**Electron and hole counting for the MP2 pair energies of Dy38+ to Dy47+**

The table holds MP2 correlation energies of the $n = 3$ shell for eight charge states of dysprosium, on Hartree-Fock determinants of highest spin with a spin-free X2C Hamiltonian and an even-tempered basis up to g, split by spin and by pair of subshells (PySCF). The program fits each pair column by counting 3d electrons and 3d holes, separated by spin for 3d-3d and 3p-3p, weights parallel hole pairs by their $^3P$ content for 3p$^2 \to$ 3d$^2$, and compares the fitted coupling ratio with one from 6j symbols and hydrogenic Slater integrals. The output shows rms errors of 0.2 to 2 mhartree for the preferred models of the four pair columns, a fitted ratio of 1.56 against 1.68 from theory, and a 3s-3s pair energy that grows steeply only with holes of majority spin. It also shows that the minimum of the total is shallow, 2.3 mhartree between Dy45+ and Dy46+, and moves to Dy44+ under spin-component scaling.

MP2 correlation energies of Dy ions in their ground configurations, computed with PySCF 2.14.0, a spin-free X2C one-electron Hamiltonian and a Gaussian nucleus. Each ion has one real unrestricted Hartree-Fock determinant at highest spin and an even-tempered basis up to g functions, scaled to the ion. Selected contributions are given by pair of occupied subshells.

## Numerical check

```python
# Table: PySCF MP2 (on RHF/UHF, spin-free X2C-1e, even-tempered set to g) n=3-shell correlation
# energies of Dy38+..Dy47+ and subshell pair energies, mhartree. Tested: counting of 3d electrons
# and 3d holes at highest spin, with the 3P content of hole pairs for same-spin 3p2->3d2.
T = {
    'species': ['Dy38+', 'Dy39+', 'Dy40+', 'Dy41+', 'Dy44+', 'Dy45+', 'Dy46+', 'Dy47+'],
    'N': [28, 27, 26, 25, 22, 21, 20, 19],
    'config': ['[Ar] 3d10', '[Ar] 3d9', '[Ar] 3d8', '[Ar] 3d7', '[Ar] 3d4', '[Ar] 3d3', '[Ar] 3d2', '[Ar] 3d1'],
    'nbf': ['18s 13p 8d 4f 3g', '18s 13p 8d 4f 3g', '18s 13p 8d 4f 3g', '18s 13p 8d 4f 3g', '18s 12p 7d 4f 3g', '18s 12p 7d 4f 3g', '18s 12p 7d 4f 3g', '18s 12p 7d 4f 3g'],
    'frozen': [10, 10, 10, 10, 10, 10, 10, 10],
    'mp2': [-781.3, -720.5, -651.0, -596.1, -489.8, -474.8, -472.5, -487.4],  # mhartree
    'ss': [0.337, 0.329, 0.322, 0.327, 0.337, 0.293, 0.266, 0.259],
    'p_3p_3d': [-222.3, -235.6, -241.0, -241.9, -191.2, -153.6, -108.9, -58.1],  # mhartree
    'p_3p_3p': [-62.7, -65.7, -68.3, -79.6, -165.9, -212.7, -271.4, -344.4],  # mhartree
    'p_3d_3d': [-405.4, -328.5, -252.2, -185.7, -44.0, -20.0, -5.2, 0.0],  # mhartree
    'p_3s_3p': [-30.5, -33.6, -36.4, -39.6, -48.7, -52.0, -55.1, -58.5],  # mhartree
}
import numpy as np
from itertools import combinations
from scipy.integrate import cumulative_trapezoid, trapezoid
from sympy.physics.wigner import clebsch_gordan as cg, wigner_6j as w6
A = lambda k: -np.array(T[k], float)          # magnitudes
tot, pd, pp, dd, sp = map(A, ['mp2', 'p_3p_3d', 'p_3p_3p', 'p_3d_3d', 'p_3s_3p'])
sh = np.array(T['ss'], float); lab = T['species']
n = np.array(T['N']) - 18; h = 10 - n
na = np.minimum(n, 5); nb = n - na; ha = 5 - na; hb = 5 - nb
c2 = lambda x: x * (x - 1) / 2
def w3P(k):   # 3P content of k same-spin holes, Hund determinant (holes in lowest m)
    return sum(2 * float(cg(2, 2, 1, a, b, a + b))**2
               for a, b in combinations(range(-2, -2 + int(k)), 2) if abs(a + b) <= 1)
W = np.array([w3P(a) + w3P(b) for a, b in zip(ha, hb)])
# 3s-3s pair energies, hartree: typed from the further outputs of the same runs
s2 = 1e3 * np.array([.0050436, .0051837, .005268, .0054154, .0077924, .0099513, .012202, .014583])
rest = tot - pd - pp - dd - sp; sd = rest - s2
f = lambda v, d=1: ' '.join(f'{x:.{d}f}' for x in v)
print('magnitudes in mhartree; rounding floor 0.05 per entry; rows', lab[0], 'to', lab[-1])
print('n(3d):', f(n, 0), '| alpha holes:', f(ha, 0), '| beta holes:', f(hb, 0))
print('dd same-spin pairs:', f(c2(na) + c2(nb), 0), '| opposite:', f(na * nb, 0))
print('hole pairs opp:', f(ha * hb, 0), '| same:', f(c2(ha) + c2(hb), 0), '| 3P weight:', f(W))
def fit(name, cols, names, y):
    X = np.array(cols, float).T; c = np.linalg.lstsq(X, y, rcond=None)[0]; r = X @ c - y
    print(name, ', '.join(f'{a}={b:.2f}' for a, b in zip(names, c)), f'rms={np.sqrt(np.mean(r**2)):.2f}')
    print('   model-table:', f(r), '| worst', lab[int(np.argmax(abs(r)))])
    return c, X @ c
one = np.ones(len(n))
_, mdd = fit('3d-3d by spin:', [c2(na) + c2(nb), na * nb], ['same', 'opp'], dd)
fit('3d-3d rival n(n-1)/2:', [c2(n)], ['pair'], dd)
print('3d-3d per pair (n>1):', f(dd[:-1] / c2(n)[:-1], 2))
_, msp = fit('3s-3p linear:', [one, h], ['a', 'per hole'], sp)
c, mpd = fit('3p-3d n(a+b h):', [n, n * h], ['a', 'b'], pd)
print(f'   model peak at n={(c[0] + 10 * c[1]) / (2 * c[1]):.1f}; table per d electron:', f(pd / n))
cp, mpp = fit('3p-3p 3P-weighted:', [one, h, W, ha * hb], ['c0', 'hole', '3P', 'opp'], pp)
fit('3p-3p rival plain count:', [one, h, c2(ha) + c2(hb), ha * hb], ['c0', 'hole', 'same', 'opp'], pp)
r = np.linspace(1e-4, 150, 60001); rho = r**5 * (1 - r / 6) * np.exp(-2 * r / 3)  # hydrogenic 3p*3d
G = {k: trapezoid(rho / r**(k + 1) * cumulative_trapezoid(rho * r**k, r, initial=0), r) for k in (1, 3)}
g = G[3] / G[1]
M = [2 * float(w6(1, 1, L, 2, 2, 1)) + 9 / 7 * g * float(w6(1, 1, L, 2, 2, 3)) for L in range(3)]
q = M[1]**2 / (sum((2 * L + 1) * M[L]**2 for L in range(3)) / 25)
print(f'hydrogenic G3/G1={g:.2f}; 3P/opp ratio: theory (equal denominators) {q:.2f}, fit {cp[2] / cp[3]:.2f}')
fit('3p-3p ratio fixed:', [one, h, q * W + ha * hb], ['c0', 'hole', 'opp'], pp)
print('3p-3p steps between listed rows:', f(np.diff(pp)), f'| last/first {pp[-1] / pp[0]:.2f}')
print(f'Dy41+->Dy44+ 3p-3p step {pp[4] - pp[3]:.1f}; model parts hole {cp[1] * (h[4] - h[3]):.1f},'
      f' 3P {cp[2] * (W[4] - W[3]):.1f}, opp {cp[3] * (ha[4] * hb[4] - ha[3] * hb[3]):.1f}')
fit('3s-3s (further outputs):', [one, h, ha], ['c0', 'hole', 'alpha hole'], s2)
print('3s-3s steps:', f(np.diff(s2), 2))
print('unlisted pairs (total - four):', f(rest), '(floor 0.25)')
print('  of which 3s-3d:', f(sd), '| per d electron:', f(sd / n))
print('four fitted models summed minus four listed pairs:', f(mdd + msp + mpd + mpp - (tot - rest)))
print('total steps:', f(np.diff(tot)))
print('steps, pairs with 3d:', f(np.diff(dd + pd + sd)))
print('steps, 3s3p core pairs:', f(np.diff(pp + sp + s2)))
print('3d-3d share %:', f(100 * dd / tot), '| 3p-3p share %:', f(100 * pp / tot))
es = sh * tot; eo = tot - es; scs = 1.2 * eo + es / 3
print('same-spin energy:', f(es), '(floor ~0.4 from share rounding)')
print('opposite-spin energy:', f(eo))
print('SCS (6/5, 1/3):', f(scs), '| smallest at', lab[int(np.argmin(scs))])
print('MP2 smallest at', lab[int(np.argmin(tot))], f'; gap to Dy45+ {tot[5] - tot[6]:.1f}, to Dy47+ {tot[7] - tot[6]:.1f}')
print('total per correlated electron:', f(tot / (n + 8)))
assert np.all(np.diff(dd) < 0) and np.all(np.diff(pp) > 0) and np.all(np.diff(sp) > 0)
assert 0 < np.argmin(tot) < len(tot) - 1 and np.argmin(scs) != np.argmin(tot)
assert np.diff(s2)[4:].min() > 5 * np.diff(s2)[:3].max()
assert np.all(np.diff(pd / n) > 0)
```

Running it gives:

```
magnitudes in mhartree; rounding floor 0.05 per entry; rows Dy38+ to Dy47+
n(3d): 10 9 8 7 4 3 2 1 | alpha holes: 0 0 0 0 1 2 3 4 | beta holes: 0 1 2 3 5 5 5 5
dd same-spin pairs: 20 16 13 11 6 3 1 0 | opposite: 25 20 15 10 0 0 0 0
hole pairs opp: 0 0 0 0 5 10 15 20 | same: 0 0 1 3 10 11 13 16 | 3P weight: 0.0 0.0 0.0 0.6 3.0 3.0 3.6 4.8
3d-3d by spin: same=7.22, opp=10.53 rms=1.55
   model-table: 2.4 -2.3 -0.3 -0.9 -0.7 1.7 2.0 0.0 | worst Dy38+
3d-3d rival n(n-1)/2: pair=9.01 rms=4.93
   model-table: -0.1 -4.3 -0.0 3.4 10.0 7.0 3.8 0.0 | worst Dy44+
3d-3d per pair (n>1): 9.01 9.12 9.01 8.84 7.33 6.67 5.20
3s-3p linear: a=30.37, per hole=3.10 rms=0.16
   model-table: -0.1 -0.1 0.2 0.1 0.2 0.0 0.0 -0.3 | worst Dy47+
3p-3d n(a+b h): a=22.09, b=4.15 rms=1.66
   model-table: -1.4 0.6 2.2 -0.1 -3.2 -0.1 1.7 1.4 | worst Dy44+
   model peak at n=7.7; table per d electron: 22.2 26.2 30.1 34.6 47.8 51.2 54.5 58.1
3p-3p 3P-weighted: c0=64.31, hole=1.38, 3P=15.01, opp=9.63 rms=1.95
   model-table: 1.6 -0.0 -1.2 -2.1 -0.1 2.6 2.4 -3.1 | worst Dy47+
3p-3p rival plain count: c0=65.47, hole=-2.05, same=6.29, opp=9.62 rms=2.86
   model-table: 2.8 -2.3 -0.6 -1.4 -1.7 3.8 3.8 -4.3 | worst Dy47+
hydrogenic G3/G1=0.70; 3P/opp ratio: theory (equal denominators) 1.68, fit 1.56
3p-3p ratio fixed: c0=64.62, hole=1.02, opp=9.53 rms=1.98
   model-table: 1.9 -0.1 -1.7 -2.3 0.6 2.5 2.1 -3.0 | worst Dy47+
3p-3p steps between listed rows: 3.0 2.6 11.3 86.3 46.8 58.7 73.0 | last/first 5.49
Dy41+->Dy44+ 3p-3p step 86.3; model parts hole 4.1, 3P 36.0, opp 48.1
3s-3s (further outputs): c0=5.08, hole=0.09, alpha hole=2.15 rms=0.05
   model-table: 0.0 -0.0 -0.0 -0.1 -0.0 0.1 0.1 -0.1 | worst Dy47+
3s-3s steps: 0.14 0.08 0.15 2.38 2.16 2.25 2.38
unlisted pairs (total - four): 60.4 57.1 53.1 49.3 40.0 36.5 31.9 26.4 (floor 0.25)
  of which 3s-3d: 55.4 51.9 47.8 43.9 32.2 26.5 19.7 11.8 | per d electron: 5.5 5.8 6.0 6.3 8.1 8.8 9.8 11.8
four fitted models summed minus four listed pairs: 2.5 -1.8 0.8 -3.1 -3.7 4.2 6.2 -2.0
total steps: -60.8 -69.5 -54.9 -106.3 -15.0 -2.3 14.9
steps, pairs with 3d: -67.0 -75.0 -69.5 -204.1 -67.3 -66.4 -63.9
steps, 3s3p core pairs: 6.2 5.5 14.6 97.8 52.3 64.1 78.8
3d-3d share %: 51.9 45.6 38.7 31.2 9.0 4.2 1.1 -0.0 | 3p-3p share %: 8.0 9.1 10.5 13.4 33.9 44.8 57.4 70.7
same-spin energy: 263.3 237.0 209.6 194.9 165.1 139.1 125.7 126.2 (floor ~0.4 from share rounding)
opposite-spin energy: 518.0 483.5 441.4 401.2 324.7 335.7 346.8 361.2
SCS (6/5, 1/3): 709.4 659.2 599.5 546.4 444.7 449.2 458.1 475.5 | smallest at Dy44+
MP2 smallest at Dy46+ ; gap to Dy45+ 2.3, to Dy47+ 14.9
total per correlated electron: 43.4 42.4 40.7 39.7 40.8 43.2 47.2 54.2
```
